All-electron Kohn-Sham calculations with Quantum ESPRESSO 7.5 (ld1.x) for atoms and ions in the configuration [Ne] 3s2 3p5, with three 3p electrons spin-up and two spin-down. They are scalar-relativistic and spin-polarised, with the LDA functional (Slater exchange, Perdew-Wang correlation), spherical densities and a point nucleus. Eigenvalues are negative for bound levels.

| species | Z | charge (e) | eigenvalue (2p up) (eV) | eigenvalue (2p down) (eV) | mean radius (2p up) (bohr) | mean radius (2p down) (bohr) | ε(2p down) − ε(2p up) (eV) | hartree energy (hartree) |
| --- | --- | --- | --- | --- | --- | --- | --- | --- |
| Cl | 17 | 0 | -191.71 | -191.47 | 0.40779 | 0.40766 | 0.2413 | 203.34 |
| Ar+ | 18 | 1 | -243.90 | -243.59 | 0.37728 | 0.37716 | 0.3045 | 223.62 |
| Ca3+ | 20 | 3 | -370.60 | -370.17 | 0.32799 | 0.32790 | 0.4335 | 263.33 |
| Ti5+ | 22 | 5 | -525.94 | -525.38 | 0.28993 | 0.28986 | 0.5627 | 302.54 |
| Cr7+ | 24 | 7 | -709.41 | -708.72 | 0.25966 | 0.25961 | 0.6915 | 341.53 |
| Mn8+ | 25 | 8 | -811.64 | -810.88 | 0.24675 | 0.24670 | 0.7558 | 360.99 |
| Co10+ | 27 | 10 | -1037.0 | -1036.1 | 0.22436 | 0.22432 | 0.8841 | 399.89 |
| Cu12+ | 29 | 12 | -1290.3 | -1289.3 | 0.20564 | 0.20560 | 1.012 | 438.83 |
| Ga14+ | 31 | 14 | -1571.5 | -1570.4 | 0.18974 | 0.18971 | 1.140 | 477.85 |
| Ge15+ | 32 | 15 | -1722.7 | -1721.5 | 0.18266 | 0.18264 | 1.204 | 497.39 |
| Se17+ | 34 | 17 | -2046.0 | -2044.6 | 0.16994 | 0.16992 | 1.332 | 536.58 |
| Kr19+ | 36 | 19 | -2397.4 | -2396.0 | 0.15884 | 0.15882 | 1.461 | 575.92 |

Every species here has 17 electrons, one of them unpaired, and all rows are in the same configuration; only the nuclear charge $Z$ changes. The 2p shell is full, yet in this spin-polarised LDA calculation its up level lies below its down level in every row. The gap $\Delta = \varepsilon(2p\downarrow)-\varepsilon(2p\uparrow)$ between the two eigenvalues grows from 0.2413 eV in Cl through 0.6915 eV in Cr7+ to 1.461 eV in Kr19+. That is a factor of 6.05, while the 2p binding energy $-\varepsilon(2p\uparrow)$ grows by 12.5. The steps in $Z$ are one or two units, so the trend has to be read per unit of $Z$, and read that way every step lies between 0.063 and 0.065 eV.

Both spins see the same nucleus and the same Hartree potential. They differ only in the exchange-correlation potential, so to first order $\Delta = \langle 2p|v_\downarrow - v_\uparrow|2p\rangle$. For LDA exchange, in atomic units, $v_\sigma = -(6n_\sigma/\pi)^{1/3}$, where $n_\sigma$ is the density of spin $\sigma$. With the spin density $m = n_\uparrow - n_\downarrow$ small against $n_\sigma$,

$$v_\downarrow - v_\uparrow \approx \tfrac13 (6/\pi)^{1/3}\, n_\sigma^{-2/3}\, m .$$

The source of $m$ is the extra 3p-up electron, spherically averaged because the two down electrons are spread over three orbitals. The gap is thus set by how much 3p density reaches into the 2p region, weighted down where the core density is high.

The dependence on $Z$ follows from scaling. With $x = Zr$ the Kohn-Sham Hamiltonian divided by $Z^2$ is hydrogenic, plus electron-electron terms of relative size $1/Z$. Densities scale as $Z^3$, so $n^{-2/3}m$ scales as $Z$. The binding energy starts at $Z^2/8$ hartree, but that term and the Hartree term cancel between the spins, and the gap starts at order $Z$. For exchange alone and without relativity, $\Delta = aZ + b + c/Z + \dots$ The coefficient $a$ needs no fitting. Filling unscreened hydrogenic orbitals with the 17 electrons and integrating the full exchange difference over the 2p orbital gives $a = 0.0624$ eV. LDA correlation does not scale as an inverse length, so without relativity it drops out of the limiting slope; at finite $Z$ it works against the exchange splitting.

An estimate from Cr7+ to Kr19+ uses only the Cr7+ gap and this slope: $0.6915 + 12 \times 0.0624 = 1.440$ eV, against 1.461 eV in the table, 1.4% low relative to the tabulated gap. Kr19+ entered no fit here. An unweighted least-squares line through all twelve rows gives $\Delta = 0.0642\,(Z - 13.24)$ eV, a slope 2.9% above the limit. Since the model uses the same exchange formula as the calculation, the agreement supports the scaling argument and says nothing about the accuracy of LDA. The hartree energy, the classical repulsion of the density with itself, is another inverse length and behaves alike: the same kind of line has slope 19.56 hartree per unit of $Z$, 3.9% above the hydrogenic limit. Its slope turns up again at the heavy end, from $(399.89-360.99)/2 = 19.45$ to $(575.92-536.58)/2 = 19.67$, which is the direction that relativistic contraction of the inner shells would give, though these runs cannot separate it from higher terms in $1/Z$.

The gap rises much faster than $Z$ itself, which grows only by 2.12, because two effects compound. The first is a change of scale: the 3p shell is strongly screened in neutral Cl and shrinks quickly as charge is added, and the same calculation gives its own up-down splitting as 0.788 eV in Cl and 3.452 eV in Kr19+. The second is a change of overlap. The 3p shell shrinks faster than the 2p shell, and the ratio of their mean radii $\langle r\rangle$ falls from 4.49 to 2.89, towards the hydrogenic 2.5. A pure rescaling at fixed shape would hold the 2p gap at a constant fraction of the 3p splitting; the fraction in fact climbs from 0.306 in Cl through 0.382 in Cr7+ to 0.423 in Kr19+, heading for the hydrogenic 0.462. The zero of the fitted line near $Z = 13$ lumps all this together and is not a screening constant of any orbital.

The line is good to about 1 meV, worst at Ar+, but the lighter rows are rounded to within 0.05 meV, so the curvature there is real. The slope is lowest for Cl to Ar+ (0.0632 eV), is highest on the two sides of Ca3+ (0.0645 and 0.0646 eV, equal within rounding) and eases to 0.0641 eV by Co10+. Adding a $c/Z$ term does not remove this hump. With the gap written as a fraction of the 3p splitting, as above, the hump lies in the part of the slope that comes from the gain in that fraction: this part is largest between Ar+ and Ca3+ and then declines, while the part from the growing splitting has no peak. This is bookkeeping and not a cause; correlation may contribute. Above 1 eV the changes of slope are no larger than the last printed digit and carry no meaning.

Relative to the binding energy the gap falls at every step, from 0.126% in Cl to 0.061% in Kr19+, but hardly at all from Cl to Ar+ (0.125%). Writing the binding as $(Z-s)^2/8$ hartree gives $s$ close to 9.5 in all rows, so the ratio goes as $(Z-13.24)/(Z-9.5)^2$. This has its maximum where $Z - 9.5 = 2(Z-13.24)$, at $Z \approx 17$: the series starts at the flat top and only later falls off like $1/Z$. The mean radius, through the hydrogenic $\langle r\rangle = 5/(Z-s)$, gives $s$ of only 4.5 to 4.8. Part of that difference is ordinary outer screening, since the 3s and 3p electrons raise the 2p level by a nearly constant potential without moving the orbital much. These eigenvalues are also not ionisation energies, because LDA self-interaction makes them too shallow.

The deeper 2p-up orbital has the larger mean radius in every row, by $1.4\times10^{-4}$ bohr in Cl and $1.8\times10^{-5}$ bohr in Kr19+ in the unrounded results. A deeper level need not mean a smaller orbital: the level follows the average of the extra attraction, the shape follows where it acts. The 1s and 2s orbitals show the same sign, drawn towards the spin density, while 3s and 3p up are the more compact. Yet "further out" depends on the measure. The up-minus-down difference in $\langle 1/r\rangle$ for 2p is negative from Cl through Cu12+ and positive from Ga14+ on, so in Kr19+ the up orbital has gained weight at both small and large radius. The hydrogenic limit accounts for this. There the 3p node lies at $Zr = 6$, close to the 2p mean at $Zr = 5$; the extra attraction vanishes at the node and acts on both sides, with 71% of the gap coming from inside. Solving the 2p radial equation with that perturbation gives positive shifts of both moments, $Z^2\Delta\langle r\rangle = 0.015$ bohr and $\Delta\langle 1/r\rangle = 1.9\times10^{-4}$ bohr$^{-1}$. Kr19+ stands at 0.023 and $0.55\times10^{-4}$, moving towards these values but far from them. A rough linear extrapolation in $1/Z$ from Co10+, Ga14+, Ge15+, Se17+ and Kr19+ runs past both, to 0.0093 bohr and $3.3\times10^{-4}$ bohr$^{-1}$, so the model gives the signs and no more than the order of magnitude. That the outer 3p lobe dominates the pull in Cl is inferred from the signs.

The same argument carries over to neighbouring cases. The 1s and 2s gaps of these runs grow similarly, from about 0.18 to 1.3 eV and from 0.19 to 1.2 eV. A high-spin 3p⁴ or 3p³ series should have roughly two or three times the slope, because $m$ multiplies while the core density in $n^{-2/3}$ barely changes, and a closed 3p⁶ series has no gap. None of these gaps is a spectroscopic splitting: terms of a 2p hole are not resolved with spherical densities, and the 2p spin-orbit splitting, absent at the scalar-relativistic level, is expected to be larger and to grow about as the fourth power of a screened charge.
